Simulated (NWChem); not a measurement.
How methods differ on SiH4O2 (SMILES O[SiH2]O)

SiH4O2: 7 atoms, total charge 0, spin state singlet. As SMILES, `O[SiH2]O`. The coordinates come from a PBE0-D4/def2-TZVP relaxation. This is one conformer, not always the lowest.

```csv
atom,x (Å),y (Å),z (Å)
O,-1.3852,-0.2439,-0.3544
Si,0.0514,0.4222,0.0792
O,1.2740,-0.6686,0.1832
H,-1.4567,-0.6156,-1.2348
H,0.5267,1.3930,-0.9334
H,-0.2293,1.0489,1.3916
H,1.2190,-1.3361,0.8686
```

Each level gives the energy change with the O1–Si2 bond stretched from 1.642 to 3.612 Å (eV). The values are calculated.

```
                                          level             kind  program  value (eV)
                         HF/STO-3G (restricted)     Hartree–Fock   NWChem        9.75
                          HF/3-21G (restricted)     Hartree–Fock   NWChem        8.02
                  M06-2X/def2-SVPD (restricted)  hybrid meta-GGA   NWChem        6.46
B3LYP/6-31G* (spherical functions) (restricted)    global hybrid   NWChem        5.98
B3LYP/6-31G* (Cartesian functions) (restricted)    global hybrid   NWChem        5.96
                   B3LYP/def2-SVPD (restricted)    global hybrid   NWChem        5.59
```

The first shape isn't each level's own minimum. The values span 5.59 to 9.75 eV.

Stretching the Si–O bond is costly at every level, as expected for a strong, polar bond in which oxygen lone-pair donation into Si–O and Si–H σ* orbitals adds to the σ bond and electrostatic attraction. The spread depends on basis set as well as method: within Hartree–Fock, going from STO-3G to 3-21G lowers the cost from 9.75 to 8.02 eV, and within B3LYP, def2-SVPD gives less than 6-31G*, while the choice of Cartesian or spherical functions hardly matters. In the shared def2-SVPD basis, M06-2X still lies above B3LYP, probably because its larger share of exact exchange penalises the stretched closed-shell state more. The gap between Hartree–Fock and the hybrids can't be assigned to correlation alone, since the two groups share no basis. Homolytic cleavage would give silyl and hydroxyl radicals, whereas a restricted determinant keeps the separating electrons paired and retains too much ionic character, so these energies shouldn't be read as Si–O bond dissociation energies.
